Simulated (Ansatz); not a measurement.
A series in volume per atom on Cu3Pd

All results are calculated (Ansatz 0.2.0). Periodic Kohn-Sham DFT of a crystal at fixed atoms; pressure and stress are positive in compression; the energy is the free energy less that of spherical unpolarised free atoms; site moments are those in the method's own spheres, positive along +z.

Cell of the first row (space group Pm-3m, No. 221):
```
cell vectors (Å)
   3.6460     0.0000     0.0000
   0.0000     3.6460     0.0000
   0.0000     0.0000     3.6460
atoms (fractions of the cell vectors)
Cu  0.00000  0.50000  0.50000
Cu  0.50000  0.00000  0.50000
Cu  0.50000  0.50000  0.00000
Pd  0.00000  0.00000  0.00000
```

Settings of every row: method all-electron PAW; functional PBEsol; relativity scalar; k mesh 9x9x9; filling fermi-dirac; smearing width 0.05 eV; nucleus gaussian.

Atom start moment: 0 on all atoms.

| row | volume per atom (Å³) | pressure (GPa) |
| --- | --- | --- |
| 1 | 12.117 | 1.316 |
| 2 | 12.633 | -5.566 |
| 3 | 12.89 | ? |
| 4 | 13.019 | -9.665 |
| 5 | 13.406 | -13.027 |

Question: what pressure should row 3 give?

Worked fit of pressure. Take u = (V_r/V)^(2/3) − 1 with V_r = 12.826 Å³ an atom, which is twice the finite (Eulerian) strain; such expansions in the strain, on which the Birch-Murnaghan equation of state is built, carry the rest volume and the bulk modulus. The shown rows have u = 0.03864, 0.01016, -0.00991, -0.02905. Least squares give pressure = −7.7176 + 204.606 × u + 754.4 × u² GPa; a straight line predicts inner rows, each left out in turn, worse (root mean square 0.55 against 0.013 GPa). The rows lie off it by 0.001, -0.005, 0.006, -0.002 (root mean square 0.0041 GPa). The pressure vanishes at u = 0.0336, or V = 12.21 Å³ an atom, and there the bulk modulus at fixed shape and fractions is B = −V dP/dV = (2/3)(1 + u) dP/du = 176 GPa. The withheld row has u = -0.00331, so the fit gives −7.7176 + 204.606 × (-0.00331) + 754.4 × (-0.00331)² = -8.387 GPa.

The calculation gave -8.387 GPa. The fit meets it to the printed digit.
